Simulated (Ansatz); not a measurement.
# Al: the change of pressure with volume per atom

All results are calculated (Ansatz 0.2.0). Periodic Kohn-Sham DFT of a crystal at fixed atoms; pressure and stress are positive in compression; the energy is the free energy less that of spherical unpolarised free atoms; site moments are those in the method's own spheres, positive along +z.

Cell of the first row (space group Fm-3m, No. 225):
```
Al
1.0
      0.0000     1.9827     1.9827
      1.9827     0.0000     1.9827
      1.9827     1.9827     0.0000
Al
1
Direct
  0.00000 0.00000 0.00000
```

Settings of every row: method frozen-core PAW; functional PBEsol; relativity scalar; k mesh 14x14x14; filling fermi-dirac; smearing width 0.05 eV; wave cutoff 420 eV; paw set soft_2.

Atom start moment: 0 on all atoms.

Limits: PAW files made with PBE.

```
row  volume per atom (Å³)  pressure (GPa)
  1                15.588           3.069
  2                15.919           1.154
  3                16.251          -0.565
  4                16.417          -1.357
  5                16.582          -2.106
  6                16.748          -2.812
  7                16.914          -3.475
  8                17.246          -4.677
  9                17.577               ?
```

Question: what pressure should row 9 give?

Worked fit of pressure. Take u = (V_r/V)^(2/3) − 1 with V_r = 16.5 Å³ an atom, which is twice the finite (Eulerian) strain; such expansions in the strain, on which the Birch-Murnaghan equation of state is built, carry the rest volume and the bulk modulus. The shown rows have u = 0.03863, 0.02419, 0.01019, 0.00337, -0.0033, -0.0099, -0.01639, -0.02905. Least squares give pressure = −1.7395 + 111.258 × u + 343.68 × u² GPa; a straight line predicts inner rows, each left out in turn, worse (root mean square 0.12 against 0.0051 GPa). The rows lie off it by -0.002, 0.001, 0.005, 0.004, -0.003, -0.005, -0.004, 0.005 (root mean square 0.0039 GPa). The pressure vanishes at u = 0.0149, or V = 16.14 Å³ an atom, and there the bulk modulus at fixed shape and fractions is B = −V dP/dV = (2/3)(1 + u) dP/du = 82.2 GPa. The withheld row has u = -0.04128, so the fit gives −1.7395 + 111.258 × (-0.04128) + 343.68 × (-0.04128)² = -5.747 GPa.

The calculation gave -5.729 GPa. The fit lies 0.018 GPa (0.2 % of the column's range) below it; its largest miss of a shown row is 0.005 GPa. This row lies beyond the range of the fit.
